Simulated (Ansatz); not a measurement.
**Abstraction of Br: GeH(CH3)2Br + CHI2 → GeH(CH3)2 + CHBrI2**

Species: GeH(CH3)2Br, singlet; CHI2 `I[CH]I`, doublet; GeH(CH3)2, doublet; CHBrI2 (bromodiiodomethane) `BrC(I)I`, singlet. A radical takes Br: the energy is the difference in strength between the Ge–Br bond broken and the C–Br bond made.

Shapes, held fixed at every level: PBE0-D4/def2-TZVP. Programs: Ansatz 0.2.0. Electronic energies: no zero-point or thermal term.

Q: Estimate ΔE of this reaction.

A: The highest level, CCSD(T)/def2-TZVPP, gives ΔE = +129.7 kJ/mol; the levels span +109.4 to +171.0. The column of differences is taken from that level and isn't an error. No measured value is set beside it here. Open shells run unrestricted unless RO is named. For atoms past krypton def2 sets carry core potentials with scalar relativity. Relativity is left out for Br, Ge unless named. Correlated rows may include outer-core shells of Br, Ge, I, which these sets cover unevenly.

```
             level                    kind  ΔE (kJ/mol)  less CCSD(T)/def2-TZVPP
     HF/def2-TZVPP            Hartree–Fock       +171.0                    +41.3
PBE0-D4/def2-TZVPP           global hybrid       +130.2                     +0.5
wB97M-V/def2-TZVPP  range-separated hybrid       +125.2                     -4.5
wB97X-V/def2-TZVPP  range-separated hybrid       +135.9                     +6.2
    MP2/def2-TZVPP     perturbation theory       +109.4                    -20.3
   CCSD/def2-TZVPP   coupled cluster or CI       +136.1                     +6.4
CCSD(T)/def2-TZVPP   coupled cluster or CI       +129.7                      0.0
```

Bromine transfer from germanium to the diiodomethyl radical is strongly uphill at every level, so the Ge–Br bond is much stronger than the C–Br bond that replaces it. Germanium is more electropositive than carbon, which gives its bond to bromine greater ionic character. The carbon side is probably weakened further by iodine lone-pair delocalisation in the reactant radical, which is lost on bromination, and by crowding of three heavy halogens around one carbon in the product.

Hartree–Fock exaggerates the cost, at +171.0 kJ/mol, so correlation favours the products. This suggests a larger correlation contribution from the more covalent C–Br bond and from contacts between polarisable halogens in bromodiiodomethane. MP2 overshoots this correction, whereas CCSD recovers most of it and triples lower the energy modestly. The hybrids fall on both sides of CCSD(T), so the near-coincidence of PBE0-D4 may owe something to error cancellation. The energies favour the reverse reaction, bromine abstraction by the germyl radical, in line with known germyl reactivity, but they don't establish its barrier.
